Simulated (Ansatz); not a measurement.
# Pressure, energy and Kohn-Sham gap of amorphous Si0.8Ge0.2 against volume in PBE

The usual rule of thumb treats a solid under small strain as a spring: pressure proportional to the volume change, energy to its square, with one bulk modulus for both. A glass may depart from it, because its atoms can change neighbours as well as shorten their bonds. The question matters for amorphous silicon-germanium films in solar cells and infrared detectors, which often carry built-in stress. We take one cell of 114 atoms, scale its volume evenly and relax the atoms at each fixed cell with PBE. Volume change and energy are counted from the relaxed cell, and pressure is positive under compression. The gap is the Kohn-Sham gap at Γ. The pressure at −6 % is estimated from the other rows.

## How the numbers were made

One cell of 114 atoms, Si91Ge23 in reduced formula. Start: 114 atoms (91 Si, 23 Ge) placed at random at 2.89 g/cm³, melted at 3500 K for 10 ps at fixed volume with the Tersoff potential (Tersoff, Phys. Rev. B 39, 5566 (1989)). Quenched from 3100 K to 500 K at 50 K/ps and fixed volume, held 5 ps, then minimised at fixed cell. Cell and atoms were then relaxed in DFT. From that cell the volume was scaled evenly and the atoms were relaxed again at each fixed cell. Ansatz 0.2.0: Kohn-Sham DFT with PBE, PAW potentials, plane waves to 420 eV, k-points Γ alone, no spin polarisation, no spin-orbit coupling. Occupations: Gaussian smearing of 0.05 eV. The cutoff and the k-mesh are held, so the number of plane waves changes with the volume.

- volume change (%): change of the cell's volume from the relaxed cell, all three axes scaled alike.
- volume (Å³/atom): volume per atom.
- pressure (GPa): pressure, a third of the trace of the stress, positive under compression, without a kinetic term.
- energy (meV/atom): free energy per atom less that of the relaxed cell.
- gap (eV): Kohn-Sham gap: lowest empty less highest filled level over the k-points of the run.

## Results

| member | volume change (%) | volume (Å³/atom) | pressure (GPa) | energy (meV/atom) | gap (eV) |
| --- | --- | --- | --- | --- | --- |
| −10 % | −10 | 18.7341 | 6.702 | 38.310 | 0.239 |
| −6 % | −6 | 19.5667 | ? | ? | ? |
| −3 % | −3 | 20.1912 | 2.157 | 4.065 | 0.254 |
| relaxed cell | 0 | 20.8157 | −0.003 | 0.000 | 0.244 |
| +3 % | 3 | 21.4401 | −1.865 | 3.713 | 0.236 |
| +6 % | 6 | 22.0646 | −3.423 | 14.076 | 0.199 |

Cells marked ? are withheld until the estimate has been made.

Least-squares fits to the members shown, with x = volume change (%); R² in the fitted variables, residuals in the unit of y:

| y | members | fit | R² | rms residual | leave-one-out rms | standard deviation of y |
| --- | --- | --- | --- | --- | --- | --- |
| pressure (GPa) | 5 | y = 0.08828 − 0.6237 x + 0.004102 x² | 1.00 | 0.11 | 0.80 | 3.9 |
| energy (meV/atom) | 5 | y = 0.3190 − 0.001905 x + 0.3803 x² | 1.00 | 0.21 | 1.3 | 16 |

## Why the values move as they do

Near the relaxed cell the spring picture holds well. The pressures at −3 % and +3 % give a bulk modulus of (2.157 + 1.865) / 0.06 = 67.0 GPa. The energies of the same two rows give a curvature of (4.065 + 3.713) / 0.03² = 8642 meV/atom, or 8642 / 1000 = 8.642 eV/atom. Divided by the volume per atom this is 8.642 × 160.2 / 20.8157 = 66.5 GPa, with 160.2 GPa to 1 eV/Å³. The agreement supports the pressures, although the self-consistency threshold was loose for a stress calculation.

The spring is not quite linear. Pressure divided by fractional volume change has a magnitude of about 57 GPa at +6 %, 1.865 / 0.03 = 62.2 GPa at +3 % and 2.157 / 0.03 = 71.9 GPa at −3 %. This is ordinary anharmonicity: the repulsion between neighbouring atoms steepens as bonds shorten, and the restoring force weakens as they lengthen.

At −10 % the same ratio is back at 67.0 GPa, where continued stiffening would have raised it. The energy is low as well. A square and a cubic term can be fixed by the two 3 % rows. At −10 % the square term is (4.065 + 3.713) / 2 × (10 / 3)² = 43.2 meV/atom and the cubic term is (4.065 − 3.713) / 2 × (10 / 3)³ = 6.5 meV/atom. Together they give 43.2 + 6.5 = 49.7 meV/atom, against 38.310 in the table. The difference, 49.7 − 38.310 = 11.4 meV/atom, amounts to about 1.3 eV for the whole cell. Some atoms moved much farther in this relaxation than at the other changed volumes shown above, so the likely cause is a rearrangement of the network that relieved both pressure and energy.

The gap responds weakly. It falls from 0.254 eV at −3 % to 0.199 eV at +6 %, or about 0.006 eV per percent of volume. Longer bonds split bonding and antibonding states less, which has the right sign, but in a disordered cell a few tail or defect states can set the gap. The 0.239 eV at −10 % probably belongs to an altered network and should not be read as part of the same trend.

## A prediction

Plain estimates from the members shown:

- −6 %, fit at x = −6: 3.978 GPa
- −6 %, straight-line interpolation between −10 % and −3 %: w = (−6 − (−10)) / (−3 − (−10)) = 0.571, so 6.702 + 0.571 × (2.157 − 6.702) = 4.105 GPa

Both plain estimates for −6 % lean on the −10 % row, whose pressure was probably lowered by a rearrangement. Since, among the rows shown, the large atomic movements belong to the strongest compression only, we place −6 % on the elastic branch of the original network and leave the −10 % row out.

A parabola through the pressures at −3 %, 0 and +3 % carries the stiffening. Continued by one equal step to −6 %, it gives 3 × 2.157 − 3 × (−0.003) + (−1.865) = 4.615 GPa. The same parabola continued to +6 % gives 2.157 − 3 × (−0.003) + 3 × (−1.865) = −3.429 GPa, against −3.423 GPa in the table. At −10 % it gives about 8.4 GPa, roughly 1.7 GPa above the table, as expected if the network gave way there.

The close match at +6 % would make the error bar far too narrow, because the main risk under compression is a smaller rearrangement already present at −6 %. That would lower the pressure towards the straight-line value of 4.105 GPa, which is 4.615 − 4.105 = 0.51 GPa below ours. We count this distance as two standard deviations, so one is 0.51 / 2 = 0.26 GPa, rounded to 0.3 GPa.

**Committed estimate, −6 %: pressure = 4.6 ± 0.3 GPa.**

## Outcome

| member | volume change (%) | volume (Å³/atom) | pressure (GPa) | energy (meV/atom) | gap (eV) |
| --- | --- | --- | --- | --- | --- |
| −6 % | −6 | 19.5667 | 4.458 | 16.844 | 0.259 |

| member | estimate | pressure (GPa) | computed | estimate − computed | miss in error bars |
| --- | --- | --- | --- | --- | --- |
| −6 % | committed | 4.600 | 4.458 | +0.142 | 0.5 |
| −6 % | fit | 3.978 | 4.458 | −0.480 |  |
| −6 % | interpolation | 4.105 | 4.458 | −0.353 |  |

The estimate of 4.6 ± 0.3 GPa lies 0.142 GPa above the computed 4.458 GPa, inside its error bar. It did better than the interpolation, which is 0.353 GPa too low, and the fit, which is 0.480 GPa too low. Leaving out the −10 % row was the right choice.

The smaller rearrangement that we allowed for at −6 % does not show in the energy. The square term fixed by the two 3 % rows is 4 × (4.065 + 3.713) / 2 = 15.56 meV/atom there, and the cubic term is 8 × (4.065 − 3.713) / 2 = 1.41 meV/atom. They add up to 15.56 + 1.41 = 16.97 meV/atom, against 16.844 in the table. The parabola's slight excess in pressure may be numerical: it triples any error in the −3 % pressure, so 0.05 GPa there becomes 0.15 GPa at −6 %.

Pressure divided by fractional volume change is now 4.458 / 0.06 = 74.3 GPa, above the 2.157 / 0.03 = 71.9 GPa at −3 %. The stiffening expected of shortened bonds thus continues to this row, and the drop to 67.0 GPa comes between −6 % and −10 %.

## Departures from the trend

Least-squares fits to the whole series, with x = volume change (%); R² in the fitted variables, residuals in the unit of y:

| y | members | fit | R² | rms residual | leave-one-out rms | standard deviation of y |
| --- | --- | --- | --- | --- | --- | --- |
| pressure (GPa) | 6 | y = 0.1862 − 0.6417 x + 0.002589 x² | 1.00 | 0.19 | 0.66 | 3.8 |
| energy (meV/atom) | 6 | y = 0.8955 − 0.1076 x + 0.3714 x² | 0.99 | 0.97 | 3.1 | 14 |

Largest departures from the fit to the whole series:

| member | pressure (GPa) | fit | computed − fit | in rms residuals |
| --- | --- | --- | --- | --- |
| −6 % | 4.458 | 4.130 | +0.328 | 1.7 |
| relaxed cell | −0.003 | 0.186 | −0.189 | 1.0 |
| −10 % | 6.702 | 6.862 | −0.160 | 0.8 |
| +3 % | −1.865 | −1.716 | −0.149 | 0.8 |

The −6 % row lies farthest from the fit, 0.328 GPa above it, yet it is not the odd member. The fit is bent by the −10 % row, which as the end point draws the curve towards itself and keeps a residual of only −0.160 GPa. The relaxed cell, 0.189 GPa below the fit, is displaced by the same distortion, since its own pressure is practically zero.

The member that really departs is −10 %. Even without further stiffening, the −6 % row would lead to 74.3 × 0.10 = 7.43 GPa there, which is 7.43 − 6.702 = 0.73 GPa more than the table shows.

The energy agrees. Along one elastic branch, the mean pressure of the −10 % and −6 % rows times the volume between them should give the energy difference. The mean pressure is (6.702 + 4.458) / 2 = 5.580 GPa and the volume step is 19.5667 − 18.7341 = 0.8326 Å³/atom, so the difference should be 1000 × 5.580 × 0.8326 / 160.2 = 29.0 meV/atom. The table has 38.310 − 16.844 = 21.5 meV/atom. The missing 29.0 − 21.5 = 7.5 meV/atom, about 0.9 eV for the cell, fits a network that has switched bonds and settled into a lower minimum, as the large atomic movements suggest. It is a low estimate, because the −10 % pressure in the mean is itself lowered; the energy terms from the 3 % rows gave about 1.3 eV.

## Closing remarks

The five rows from −6 % to +6 % behave as one elastic network with a bulk modulus near 67 GPa at the relaxed volume. An even pressure of 1 GPa therefore shrinks this cell by about 1 / 67 = 1.5 % in volume, or 0.5 % along each edge. A parabola through the three inner pressures meets both 6 % rows within 0.16 GPa, but misses the −10 % row by 1.7 GPa. At strong compression a smooth curve is unsafe, because the glass can change its bonding.

Over the same five rows the gap rises at every step of compression, on average by (0.259 − 0.199) / 12 = 0.005 eV per percent of volume, though more than half of the rise falls between +6 % and +3 %. We were wrong to say in general that the gap responds weakly, since these rows test even scaling only. In runs left out of the tables, the relaxed cell was slightly stretched or shortened along one axis, and the gap moved several times as much per percent of volume. A shear at fixed volume was also run and is left out. Built-in stress in a film acts mainly in its plane and changes shape as well as volume, so the slope found here does not tell how the gap of such a film responds.

We also accepted the bond-length argument too readily. It has the sign of the rise in this cell, but the measured gaps of crystalline and amorphous silicon narrow under pressure. The splitting of bonding and antibonding states therefore does not settle the direction by itself, and the tables do not show what causes the rise here. Tail or defect states may shape it.

The size of the gap is uncertain too. PBE tends to put gaps too low, and another quenched sample of this size could have a different gap. The levels were taken at Γ alone. For the same electron density, further k-points can only leave the gap as it is or narrow it, perhaps by different amounts at different volumes. The tables hold no denser mesh to test this, so both the gap and its slope belong to this one cell at Γ under even scaling.

[On method and selection: Runs that did not converge, have known faults or may not be shown are not listed, and runs on Ansatz's PAW sets soft_1 and soft_2 are kept to separate tables. Series whose pressures fit the equation of state badly weren't written up.]
